## Problem

A planar 4H-SiC p⁺/ν/n⁺ diode is grown on a (0001) wafer, so the field lies along the c axis. Take $T=300$ K, abrupt doping steps, a one-dimensional geometry and negligible current.

| Layer | Doping | Free carriers where neutral |
|---|---|---|
| p⁺ anode (Al) | $N_A=2\times10^{19}$ cm⁻³ | $p_0=2\times10^{17}$ cm⁻³ |
| ν drift layer (N), $w=10$ µm | $N=5\times10^{15}$ cm⁻³, net | $n=N$ |
| n⁺ buffer (N), 0.5 µm | $N_D=1\times10^{18}$ cm⁻³ | $n_0=5\times10^{17}$ cm⁻³ |

The layer data are assumed design values. The ionised fractions $f=0.01$ and $f=0.5$ are chosen as typical of Al and N at these dopings. The band gap is $E_g=3.26$ eV (compiled value, Deguchi 2016, temperature not stated, used here at 300 K). Typical inputs are $\varepsilon_r=10.3$ along c, $N_c=1.8\times10^{19}$ cm⁻³, $N_v=2.1\times10^{19}$ cm⁻³ and a critical field $F_c\approx2.3$ MV/cm for a triangular profile at this doping.

Find (a) the reverse bias that sweeps out the ν layer, (b) the field profile and capacitance at $V_R=200$, 600 and 1200 V, (c) the size of the terms that the standard formula drops, (d) the doping needed for a uniform field, and (e) an estimate of the avalanche limit.

## Solution

**Conventions.** The p⁺/ν interface is at $x=0$ and the ν/n⁺ interface at $x=w$. Under reverse bias ($V_R>0$) the field points from n⁺ to p⁺, so we work with its magnitude $F=-E_x=d\psi/dx$. The permittivity is $\varepsilon=10.3\,\varepsilon_0=9.120\times10^{-13}$ F/cm and $V_T=k_BT/q=25.85$ mV.

### 1. The slope is fixed by the doping alone

Where the ν layer holds no free carriers, Poisson's equation gives

$$\frac{dF}{dx}=-\frac{qN}{\varepsilon}=-8.784\times10^{8}\ \text{V/cm}^2 .$$

Across the whole layer the field falls by $qNw/\varepsilon=0.878$ MV/cm.

> **Note: which $N$.** It is the net fixed charge in the *depleted* layer. Shallow donors there are all ionised, whatever their ionised fraction in neutral material. Compensating acceptors and deep levels count with the charge they hold under bias. For a π layer (net acceptors) the slope changes sign and the peak field moves to the n⁺ end.

> **Note: which $\varepsilon$.** 4H-SiC is uniaxial. In a planar structure the tangential field vanishes, so only the component of the tensor along the surface normal enters. The often quoted 9.7 lies near the value perpendicular to c. A typical 4° off-cut mixes in that component with weight $\sin^2 4^\circ=0.0049$ and lowers $\varepsilon$ by 0.03 %, which is negligible. Using 9.7 outright is not, as step 3 shows.

### 2. Two built-in potentials

With Boltzmann statistics, $V_{bi}=E_g/q-V_T\ln(N_v/p)-V_T\ln(N_c/n)$, where $p$ and $n$ are the *free* densities in the two neutral regions that bound the drop.

$$V_{bi}^{p\nu}=3.26-0.120-0.212=2.93\ \text{V},\qquad V_{bi}^{pn}=3.26-0.120-0.093=3.05\ \text{V}.$$

> **Note: textbooks write one $V_{bi}$.** While neutral ν material survives, the depletion region runs from neutral p⁺ to neutral ν and carries $V_{bi}^{p\nu}+V_R$. The remaining step $V_T\ln(n_0/N)=0.12$ V sits apart, at the ν/n⁺ high-low junction. Once no neutral ν is left, the drop runs from neutral p⁺ to neutral n⁺ and is $V_{bi}^{pn}+V_R$. Gap narrowing in the anode, left out here, would lower both values, so the second decimal belongs to the model.

### 3. Sweep-out, part (a)

Below sweep-out the field vanishes at the depletion edge $W<w$, so $F=qN(W-x)/\varepsilon$. The area of this triangle is the drop, $qNW^2/2\varepsilon=V_{bi}^{p\nu}+V_R$. At zero bias $W=0.82$ µm. Setting $W=w$ defines the sweep-out drop

$$V^*=\frac{qNw^2}{2\varepsilon}=\tfrac12\,(8.784\times10^{8}\ \text{V/cm}^2)(10^{-3}\ \text{cm})^2=439.2\ \text{V},$$

and the terminal bias is $V_{R,\rm PT}=V^*-V_{bi}^{p\nu}=436$ V.

> **Note: the threshold is blurred.** The depletion edge is smeared over a few Debye lengths, $L_D=\sqrt{\varepsilon V_T/qN}=54$ nm. Near $W=w$ one has $dV/dW=qNw/\varepsilon$, so moving the edge by $L_D$ costs
> $$\delta V=\frac{qNw}{\varepsilon}L_D=\sqrt{2V^*V_T}=4.8\ \text{V},$$
> or 1.1 % of $V^*$. This exceeds $V_{bi}$ itself. The neutral ν region disappears over a few times $\delta V$, and a knee in a capacitance curve cannot fix $V_{R,\rm PT}$ to the volt.

> **Note: what really moves $V^*$.** Since $\delta V^*/V^*=\delta N/N+2\,\delta w/w-\delta\varepsilon/\varepsilon$, an illustrative 5 % in doping shifts it by 22 V and 2 % in thickness by 18 V. Taking $\varepsilon_r=9.7$ gives 466 V.

### 4. The trapezoid, part (b)

Beyond sweep-out the slope is unchanged, but the field no longer reaches zero inside the layer: $F(x)=F_1-qNx/\varepsilon$. If the whole drop $V=V_{bi}^{pn}+V_R$ falls across the ν layer, then

$$V=\int_0^wF\,dx=F_1w-\frac{qNw^2}{2\varepsilon},$$

which gives the end values

$$F_{1}=F(0)=\frac{V}{w}+\frac{qNw}{2\varepsilon},\qquad F_{2}=F(w)=\frac{V}{w}-\frac{qNw}{2\varepsilon}.$$

Equivalently $F_{1,2}=(V\pm V^*)/w$, and the requirement $F_2\ge0$ returns the condition $V\ge V^*$. Here $qNw/2\varepsilon=0.439$ MV/cm. At 1200 V, $V/w=1.203$ MV/cm, so $F_1=1.642$ MV/cm and $F_2=0.764$ MV/cm. The capacitance per area is $dQ/dV$ with $Q=\varepsilon F_1$, which is $\varepsilon/W$ below sweep-out and $\varepsilon/w$ above.

| $V_R$ (V) | $W$ (µm) | $F_1$ (MV/cm) | $F_2$ (MV/cm) | $C/A$ (nF/cm²) |
|---|---|---|---|---|
| 200 | 6.80 | 0.597 | 0 | 1.34 |
| 436 | 10 | 0.878 | 0 | 0.912 |
| 600 | 10 | 1.042 | 0.164 | 0.912 |
| 1200 | 10 | 1.642 | 0.764 | 0.912 |

> **Note: where the extra charge sits.** The ν layer has no more donors to uncover. Gauss's law puts the additional positive charge $\varepsilon F_2$ per area in the buffer and its negative partner in the anode. These two sheets act as capacitor plates, so each further volt lifts the whole profile rigidly by $1\ \text{V}/w=1$ kV/cm. The mid-layer field $F(w/2)=V/w$ does not depend on $N$.

> **Note: no jump at the threshold.** With a single $V$, the triangle gives $F_1=\sqrt{2qNV/\varepsilon}=2\sqrt{VV^*}/w$. At $V=V^*$ this matches $(V+V^*)/w$ in value, $2V^*/w$, and in slope, $1/w$. So $Q$ and $C$ are continuous and only $dC/dV$ breaks. Below $V^*$ the trapezoid formula gives a negative $F_2$ and overestimates $F_1$, because $(V+V^*)/2\ge\sqrt{VV^*}$.

### 5. What the formula drops, part (c)

The end layers need a potential drop to uncover their charge. If the majority quasi-Fermi level is flat, the charge density depends on $\psi$ only, and Poisson's equation integrates once: $\varepsilon F^2/2=\int|\rho|\,d\psi$, from the neutral bulk to the interface. Let $u$ be the band bending in units of $V_T$, and take one dopant level of density $N_i$ with neutral-region ionised fraction $f$. The odds of ionisation grow as $e^{u}$, so the ionised fraction is $1/(1+Ke^{-u})$ with $K=(1-f)/f$, while the carriers fall as $fN_ie^{-u}$. For bending well beyond $\ln(1/f)$, the shortfall of $|\rho|$ from $qN_i$ integrates to $\ln(1+K)+f$ in units of $qN_iV_T$, and $1+K=1/f$. Hence

$$\Delta\psi=\frac{\varepsilon F^2}{2qN_i}+V_T\left[\ln\frac1f+f\right].$$

For $f=1$ the second term is the familiar $V_T$ of the majority-carrier tail. It is 0.119 V in the anode and 0.031 V in the buffer, where one level stands in for the two nitrogen sites.

*At sweep-out.* The first term in the anode is $(N/N_A)V^*=0.110$ V. With 0.119 V and the 0.026 V tail of the ν edge, $V_{R,\rm PT}$ rises by 0.255 V, far inside the blur.

*At 1200 V.* The field penetrates $x_p=\varepsilon F_1/qN_A=4.7$ nm into the anode and $x_n=\varepsilon F_2/qN_D=43$ nm into the buffer. The first terms are 0.38 V and 1.66 V, and the four contributions sum to

$$0.38+1.66+0.12+0.03=2.19\ \text{V}.$$

> **Note: keeping $V_{bi}$ is not the whole first correction.** These drops take back 72 % of $V_{bi}^{pn}$. A formula that adds $V_{bi}$ and ignores them is accurate to about 0.2 % of $V$ here, not better. The drop available to the ν layer is $V$ minus these terms, and solving self-consistently lowers both end fields by 2.2 kV/cm, to 1.640 and 0.762 MV/cm. The third decimal in the last row of the table is therefore that of the ideal trapezoid. The difference $F_1-F_2$ is untouched.

> **Note: the capacitance is not quite flat.** Differentiating the full drop with respect to $F_1$ gives $w+x_p+x_n$, so $C/A=\varepsilon/(w+x_p+x_n)$. The extra 48 nm lowers it by 0.5 % at 1200 V.

> **Note: $F_2=0$ is not the field at the interface.** Electrons spill from the buffer into the ν layer and set up a field in the same direction as the reverse field. For a fully ionised buffer with $n_0\gg N$ and bending $sV_T$, the first integral gives $\varepsilon F^2/2=qn_0V_T(e^{-s}-1+s)$ on the buffer side and $qn_0V_Te^{-s}$ on the ν side. Matching them gives $s=1$ and $F=\sqrt{2qn_0V_Te^{-1}/\varepsilon}=41$ kV/cm. The same matching with $f=0.5$ and finite $N$ gives 43 kV/cm. This spike exists while neutral ν remains beside it, and it carries the 0.12 V step. $F_2$ means the straight line extrapolated to $x=w$. By 600 V the spilled layer is squeezed to $V_T/F_2=1.6$ nm.

### 6. The uniform limit, part (d)

The relative variation of the field is

$$\frac{F_1-F_2}{V/w}=\frac{2V^*}{V},$$

which is 73 % at 1200 V. Uniformity is governed by $V^*/V$, so it is approached as $N\to0$ at fixed bias or as the bias grows at fixed $N$. A variation below 10 % at 1200 V needs $N<6.8\times10^{14}$ cm⁻³.

> **Note: swept out at zero bias.** This needs $V^*\le V_{bi}^{p\nu}$, with $V_{bi}^{p\nu}$ itself falling logarithmically as $N$ falls. The root is $N=3.2\times10^{13}$ cm⁻³. There $L_D=0.68$ µm, a sizeable part of $w$, so the threshold is ill defined. At zero bias the limit $N\to0$ is uniform only in the interior, since carriers spilled from both ends bend the bands near the interfaces. The layer of this problem is far from that limit. It is a drift layer and not an intrinsic one.

### 7. Avalanche limit, part (e)

An unlimited layer of this doping would reach $F_c$ at $W=\varepsilon F_c/qN=26.2$ µm. Since $w$ is smaller, the diode punches through first. With $F_c$ held fixed, a 10 µm layer does so for $N<\varepsilon F_c/qw=1.3\times10^{16}$ cm⁻³. Setting $F_1=F_c$,

$$V_{B}=F_cw-V^*-V_{bi}^{pn}=2300-439-3=1858\ \text{V}\approx1.9\ \text{kV}.$$

Then $F_2=1.42$ MV/cm and $x_n=81$ nm, well inside the 0.5 µm buffer. The buffer now carries 5.8 V, more than $V_{bi}$ and still immaterial beside two figures in $F_c$.

> **Note: may a triangular $F_c$ be reused?** Breakdown is set by the ionisation integral, not by a peak field. Take the approximate form $\int\alpha\,dx=1$ with a typical power law $\alpha\propto F^7$. On a straight profile $dx=-(\varepsilon/qN)\,dF$, so the integral is proportional to $F_1^8-F_2^8$. Truncation removes the fraction $(F_2/F_1)^8=0.618^8=2.1$ %, which a rise of 0.3 % in $F_1$ restores. The reuse is safe here. It fails as $F_2/F_1\to1$, where the truncated part dominates and $w$ rather than $N$ sets the breakdown field.

### Answer

The model layer sweeps out at a total drop of 439 V, that is $V_R\approx436$ V with an intrinsic blur of several volts. At 1200 V the field falls linearly from 1.64 MV/cm at the anode to 0.76 MV/cm at the buffer, and the capacitance is close to 0.91 nF/cm². The 1.9 kV is the model's parallel-plane value for the assumed $F_c$. As typical knowledge, 4H-SiC devices on about 10 µm of drift layer are rated at 1200 V and avalanche near 1.5 to 1.7 kV, below the model, because they are usually doped closer to $10^{16}$ cm⁻³ and lose some voltage at the edge termination.